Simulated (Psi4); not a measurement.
# A ladder of methods for NbCl5 (niobium pentachloride)

The species is NbCl5 (6 atoms), meant as a singlet with charge 0. As SMILES, `Cl[Nb](Cl)(Cl)(Cl)Cl`. The shape is that of a PBE0-D4/def2-TZVP optimisation.

Quantity: the HOMO–LUMO gap, in eV. The values are calculated.

```json
{"level": "M06-L/def2-TZVP (density fitting, core potential)", "kind": "meta-GGA", "program": "Psi4", "value (eV)": "3.27", "CPU time": "1.8 min"}
{"level": "B3LYP/def2-TZVP (density fitting, core potential)", "kind": "global hybrid", "program": "Psi4", "value (eV)": "4.43", "CPU time": "53 s"}
{"level": "HSE06/def2-TZVP (density fitting, core potential)", "kind": "range-separated hybrid", "program": "Psi4", "value (eV)": "4.08", "CPU time": "3.8 min"}
{"level": "B2PLYP/def2-TZVP (density fitting, core potential, density fitting for correlation)", "kind": "double hybrid", "program": "Psi4", "value (eV)": "7.12", "CPU time": "40 s"}
{"level": "DSD-PBEP86/def2-TZVP (density fitting, core potential, density fitting for correlation)", "kind": "double hybrid", "program": "Psi4", "value (eV)": "8.77", "CPU time": "33 s"}
```

The values span 3.27 to 8.77 eV. Orbital gaps aren't excitation energies, and those of double hybrids come from the SCF part alone; they tend to grow with the share of exact exchange. CPU times are rough (shared hosts, several kinds of processor): they show what a rung costs within a factor of a few.

The gap of NbCl5 more than doubles along the ladder, from 3.27 eV with M06-L to 8.77 eV with DSD-PBEP86, so its size is set as much by the functional as by the molecule. In a d0 Nb(V) chloride the highest occupied orbitals are essentially chlorine 3p lone pairs, while the lowest empty ones are niobium 4d with Nb–Cl antibonding character. The gap therefore has ligand-to-metal charge-transfer character.

The order doesn't simply follow the nominal fraction of exact exchange: HSE06 lies below B3LYP, 4.08 against 4.43 eV, although its short-range fraction is the larger, probably because it screens out the long-range exchange that helps to push filled and empty levels apart. All five levels agree on a clear gap for the singlet, as expected for an empty d shell, but their spread leaves its magnitude open. The values describe the monomer and don't carry over directly to the solid, where NbCl5 forms chlorine-bridged dimers and the metal's surroundings differ.
